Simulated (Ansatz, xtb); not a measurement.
Relative energy of two isomers of C4H5FSSi

Structure a: `F[SiH2]/C=C/C=C=S`, a singlet. Structure b: `F[SiH2]c1ccsc1`, a singlet. Both are isolated molecules in the gas phase, relaxed with PBE0-D3(BJ)/def2-SVP; the shapes shown needn't be the lowest conformers.

a (Å):

```yaml
atoms:
  - { symbol: C, position_ang: [0.0697, -0.3550, 0.8515] }
  - { symbol: C, position_ang: [0.1779, -1.5988, 0.3334] }
  - { symbol: C, position_ang: [0.6937, -2.7495, 1.0465] }
  - { symbol: C, position_ang: [0.7978, -3.9636, 0.5249] }
  - { symbol: F, position_ang: [-2.0257, 1.5539, 0.4249] }
  - { symbol: S, position_ang: [0.9186, -5.3844, -0.0876] }
  - { symbol: Si, position_ang: [-0.5810, 1.0559, -0.1447] }
  - { symbol: H, position_ang: [-0.7740, 0.6045, -1.5525] }
  - { symbol: H, position_ang: [0.3176, 2.2429, -0.0763] }
  - { symbol: H, position_ang: [0.3901, -0.1967, 1.8893] }
  - { symbol: H, position_ang: [-0.1375, -1.7839, -0.7008] }
  - { symbol: H, position_ang: [1.0226, -2.6310, 2.0867] }
```

b (Å):

```xyz
12

C     0.6501    0.9085   -2.4555
C     0.4177    0.0212   -1.3554
C     1.5751   -0.4507   -0.7972
C     1.9973    1.0740   -2.6882
F     0.1978    2.6473   -4.5971
S     2.9617    0.1725   -1.5956
Si   -0.6224    1.7713   -3.4938
H    -1.4982    0.8123   -4.2243
H    -1.4626    2.7067   -2.6942
H    -0.5714   -0.2596   -0.9880
H     1.6855   -1.1341    0.0440
H     2.4655    1.6887   -3.4570
```

Quicker runs give these differences E(b) − E(a): GFN2-xTB −158.3 kJ/mol; HF/STO-3G −263.6 kJ/mol (at GFN2-xTB geometries); r2SCAN-D4/def2-SVP −151.2 kJ/mol (at GFN2-xTB geometries).

Task: Estimate E(b) − E(a) at the level CCSD(T)/def2-SVP + ΔMP2/def2-TZVPP.

Result: Calculated at CCSD(T)/def2-SVP + ΔMP2/def2-TZVPP: E(b) − E(a) = −150.0 kJ/mol, so structure b lies lower.

Level by level:

```csv
level,geometry,E(b) − E(a) (kJ/mol),departure from the last row (kJ/mol),"job, with rough time for the two"
GFN2-xTB,GFN2-xTB,−158.3,−8.3,"optimisation, 0.16 s"
HF/STO-3G,GFN2-xTB,−263.6,−113.6,"single point, 0.4 s"
r2SCAN-D4/def2-SVP,GFN2-xTB,−151.2,−1.2,"single point, 3.6 s"
PBE0-D3(BJ)/def2-SVP,PBE0-D3(BJ)/def2-SVP,−158.0,−8.0,"optimisation, 58 s"
HF/def2-SVP,PBE0-D3(BJ)/def2-SVP,−128.9,+21.2,part of the CCSD(T) run
MP2/def2-SVP,PBE0-D3(BJ)/def2-SVP,−157.2,−7.2,part of the CCSD(T) run
CCSD(T)/def2-SVP,PBE0-D3(BJ)/def2-SVP,−136.1,+13.9,single point
CCSD(T)/def2-SVP + ΔMP2/def2-TZVPP,PBE0-D3(BJ)/def2-SVP,−150.0,,"single point, 53 s"
```

As drawn, b has 3 C∷C, 2 C∷S in place of 2 C=C, 1 C–C, 1 C=S (∷ is an aromatic bond). Structure a has no ring, b a 5-membered ring (with an aromatic ring).

None of the levels shown reverses the order. The largest departure from CCSD(T)/def2-SVP + ΔMP2/def2-TZVPP is that of HF/STO-3G, 113.6 kJ/mol. The last row adds to CCSD(T) the change of the MP2 difference between the two basis sets, here −13.9 kJ/mol, a large step that makes the value less sure.

With thermal terms from frequencies at re-optimised GFN2-xTB minima (ideal gas, soft modes damped towards free rotors, one conformer each, 298.15 K, 1 atm): on the last row, ΔE + ΔZPE = −143.0, ΔH = −146.8, ΔG = −137.0 kJ/mol.

The correlated steps freeze 15 core orbitals. Run with Ansatz 0.2.0, xtb 6.7.1; the last row on 4 threads of Arm Neoverse V1 on a shared host.

The thienylsilane lies well below the open-chain thioketene, and the preference survives the thermal terms. Both isomers keep the fluorosilyl group on an sp2 carbon, so its contribution should largely cancel, and the gap reflects mainly the carbon–sulfur skeleton. Ring closure exchanges π bonding in the cumulated C=C=S unit for σ bonding to sulfur, whose lone pair then completes the aromatic sextet of the thiophene. Both changes favour b, easily outweighing the modest strain of the five-membered ring.

The free-energy preference, −137.0 kJ/mol, is smaller than the enthalpy preference of −146.8 kJ/mol, as expected when a flexible chain is tied into a ring and loses low-frequency torsional freedom. The excessive preference for the ring in HF/STO-3G probably stems from the minimal basis, which lacks the polarisation functions needed to describe the multiple bonds and sulfur evenly. The energy difference can't be read as the aromatic stabilisation of thiophene, because the numbers and types of σ and π bonds also change.
